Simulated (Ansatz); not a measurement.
# Ligand exchange: C3H5ClSn + CHBr3 → C3H6Sn + CBr3Cl

Species: C3H5ClSn `C#[C][SnH]([CH3])[Cl]`, singlet; CHBr3 (bromoform) `BrC(Br)Br`, singlet; C3H6Sn `C#[C][SnH2][CH3]`, singlet; CBr3Cl (tribromochloromethane) `ClC(Br)(Br)Br`, singlet. The partners trade Cl for H: Sn–Cl and C–H bonds give way to Sn–H and C–Cl.

Shapes, held fixed at every level: PBE0-D4/def2-TZVP. Programs: Ansatz 0.2.0. The zero-point and thermal change to 298 K, harmonic and unscaled (PBE0-D4/def2-TZVP), is -12.9 kJ/mol.

```json
{"level": "HF/def2-SVP", "kind": "Hartree–Fock", "ΔH(298 K) (kJ/mol)": "+225.1", "less CCSD(T)/def2-TZVPP": "+40.8"}
{"level": "HF/def2-TZVPP", "kind": "Hartree–Fock", "ΔH(298 K) (kJ/mol)": "+223.3", "less CCSD(T)/def2-TZVPP": "+39.0"}
{"level": "BHLYP-D4/def2-TZVPP", "kind": "global hybrid", "ΔH(298 K) (kJ/mol)": "+199.5", "less CCSD(T)/def2-TZVPP": "+15.2"}
{"level": "r2SCAN0-D4/def2-TZVPP", "kind": "global hybrid", "ΔH(298 K) (kJ/mol)": "+193.0", "less CCSD(T)/def2-TZVPP": "+8.7"}
{"level": "wB97M-V/def2-TZVPP", "kind": "range-separated hybrid", "ΔH(298 K) (kJ/mol)": "+184.5", "less CCSD(T)/def2-TZVPP": "+0.2"}
{"level": "wB97X-V/def2-TZVPP", "kind": "range-separated hybrid", "ΔH(298 K) (kJ/mol)": "+186.6", "less CCSD(T)/def2-TZVPP": "+2.3"}
{"level": "CCSD(T)/def2-SVP", "kind": "coupled cluster or CI", "ΔH(298 K) (kJ/mol)": "+180.1", "less CCSD(T)/def2-TZVPP": "-4.2"}
{"level": "CCSD(T)/def2-TZVPP", "kind": "coupled cluster or CI", "ΔH(298 K) (kJ/mol)": "+184.3", "less CCSD(T)/def2-TZVPP": "0.0"}
```

The highest level, CCSD(T)/def2-TZVPP, gives ΔH(298 K) = +184.3 kJ/mol; the levels span +180.1 to +225.1. The column of differences is taken from that level and isn't an error. No measured value is set beside it here. For atoms past krypton def2 sets carry core potentials with scalar relativity. Relativity is left out for Br. Outer-core shells of Br, Sn are correlated in most correlated rows, in sets that cover them unevenly.

The exchange is strongly endothermic at every level, so enthalpy favours the chlorostannane and bromoform. The strong, polar Sn–Cl bond between electropositive tin and chlorine is lost along with a strong C–H bond. In return come a weaker Sn–H bond and a C–Cl bond on a carbon already crowded with bromine. The negative zero-point and thermal term fits the replacement of a stiff C–H oscillator by a softer Sn–H one, but it is far too small to change the balance. Read backwards, the reaction matches the familiar use of tin hydrides to dehalogenate polyhalomethanes.

Hartree–Fock overstates the cost by about the same amount in both basis sets, which points to missing correlation, probably including that among the halogens packed around carbon in CBr3Cl. The +0.2 kJ/mol gap for wB97M-V may be partly fortuitous, as the coupled-cluster value itself shifts by more than that between basis sets. These enthalpies don't show whether hydride reduction of CBr3Cl would remove chlorine in preference to bromine.
